# Esaki–Tsu drift velocity: three InGaAs/InAlAs superlattices at 77 K

**Model.** The lowest miniband along the growth axis is $E(k)=\tfrac{\Delta}{2}(1-\cos kd)$, with full width $\Delta$ and period $d$. The group velocity is $v=v_0\sin kd$ with $v_0=\Delta d/2\hbar$. Let $F$ be the field magnitude and count $k$ and $v$ along the force on the electron (opposite to the field). Then $\hbar\dot k=eF$, and the phase $kd$ advances at $\omega_B=eFd/\hbar$.

Each collision, at rate $1/\tau$, returns the electron to the Boltzmann distribution $f_0\propto e^{x\cos kd}$, $x=\Delta/2k_BT$. There $\langle\sin kd\rangle=0$ and $\langle\cos kd\rangle=I_1(x)/I_0(x)\equiv r$, a ratio of modified Bessel functions. Averaging over the starting phase and the time $t$ since the last collision gives

$$v_d=v_0\,r\int_0^\infty\frac{dt}{\tau}\,e^{-t/\tau}\sin\omega_Bt=\frac{\Delta d}{2\hbar}\,\frac{I_1(x)}{I_0(x)}\,\frac{u}{1+u^2},\qquad u=\omega_B\tau .$$

With $r=1$ this is the form of Esaki and Tsu (1970). The peak lies at $u=1$, so $F_c=\hbar/e\tau d$ and $v_p=v_0r/2$. The low-field mobility is $\mu_0=v_0r/F_c$, and

$$\frac{dv_d}{dF}=\mu_0\frac{1-u^2}{(1+u^2)^2}$$

is negative above $F_c$, with minimum $-\mu_0/8$ at $u=\sqrt3$. Above $F_c$ more electrons pass $kd=\pi$ and reverse before scattering.

**Inputs.** Take In$_{0.53}$Ga$_{0.47}$As/In$_{0.52}$Al$_{0.48}$As on InP. The pairs $(d,\Delta)$ are assumed design values, approximately those of 5 nm wells with 4, 2.5 and 1.5 nm barriers. Assume $\tau=0.20$ ps, so $\hbar/\tau=3.3$ meV and the Bloch frequency at the peak is $1/2\pi\tau=0.80$ THz. At 77 K, $k_BT=6.64$ meV. All outputs are the model's.

| | A | B | C |
|---|---|---|---|
| $d$ (nm) | 9.0 | 7.5 | 6.5 |
| $\Delta$ (meV) | 10 | 30 | 80 |
| $v_0$ ($10^7$ cm/s) | 0.68 | 1.71 | 3.95 |
| $x$, 77 K | 0.75 | 2.26 | 6.03 |
| $r$, 77 K | 0.35 | 0.74 | 0.91 |
| $v_p$, 77 K ($10^7$ cm/s) | 0.12 | 0.63 | 1.8 |
| $F_c$ (kV/cm) | 3.7 | 4.4 | 5.1 |
| $\mu_0$, 77 K ($10^3$ cm²/V·s) | 0.66 | 2.9 | 7.1 |
| $r$, 300 K | 0.096 | 0.28 | 0.61 |
| $v_p$, 300 K ($10^7$ cm/s) | 0.033 | 0.24 | 1.2 |

**Trend.** The formula is a product of three factors.

- *Field shape.* $u/(1+u^2)$ contains no $\Delta$. At fixed $\tau$, $F_c\propto1/d$, so the threshold moves little, and $v_p$ is independent of $\tau$.
- *Band factor.* $v_0\propto\Delta d$ rises 5.8-fold from A to C.
- *Thermal factor.* For $x\ll1$, $r\approx x/2$: the miniband is filled almost evenly, and $v_p\propto\Delta^2d/T$. For $x\gg1$, $r\approx1-1/2x$, and $v_p\propto\Delta d$. At 77 K, $r$ adds a factor 2.6, so $v_p$ rises 15-fold from A to C, against 36-fold at 300 K.

Cooling from 300 K to 77 K therefore multiplies $v_p$ by 3.7 for A, near the narrow-band limit $300/77=3.9$, and by 1.5 for C.

**Limits.**

- *Miniband picture.* It needs $\hbar/\tau$ and $eFd$ small against $\Delta$, and no tunnelling to the next miniband. For A, $\hbar/\tau\Delta=0.33$, which is marginal.
- *Nondegeneracy.* The density must be well below $N=(m_\parallel k_BT/\pi\hbar^2d)\,e^{-x}I_0(x)$, spin included. With a typical in-plane mass $m_\parallel\approx0.043\,m_e$, C has $N=3.0\times10^{16}$ cm$^{-3}$ at 77 K. Doping of $10^{17}$ cm$^{-3}$ would be degenerate and would lower $\langle\cos kd\rangle$.
- *Uniform field.* Negative differential conductivity amplifies space-charge fluctuations, so long or heavily doped structures form high-field domains above $F_c$.
- *One relaxation time.* Alloy and interface-roughness scattering relax velocity without relaxing energy. In a two-rate model $\langle\cos kd\rangle$ relaxes to $r$ at an inelastic rate $\nu_i$, and $\langle\sin kd\rangle$ to zero at $\nu_i+\nu_e$, with $\nu_e$ an elastic rate. The steady state is
$$v_d=v_0r\,\frac{\omega_B\nu_i}{\nu_i(\nu_i+\nu_e)+\omega_B^2},$$
so the peak is scaled by $\sqrt{\nu_i/(\nu_i+\nu_e)}$. An illustrative $\nu_e=3\nu_i$ halves it, taking C to $0.90\times10^7$ cm/s. C is also wider than the optical phonon energy, typically about 34 meV, so its scattering rate varies strongly across the miniband. As typical knowledge, wide-miniband devices peak roughly a factor of two below the one-$\tau$ value, so the tabulated $v_p$ run high by about that much.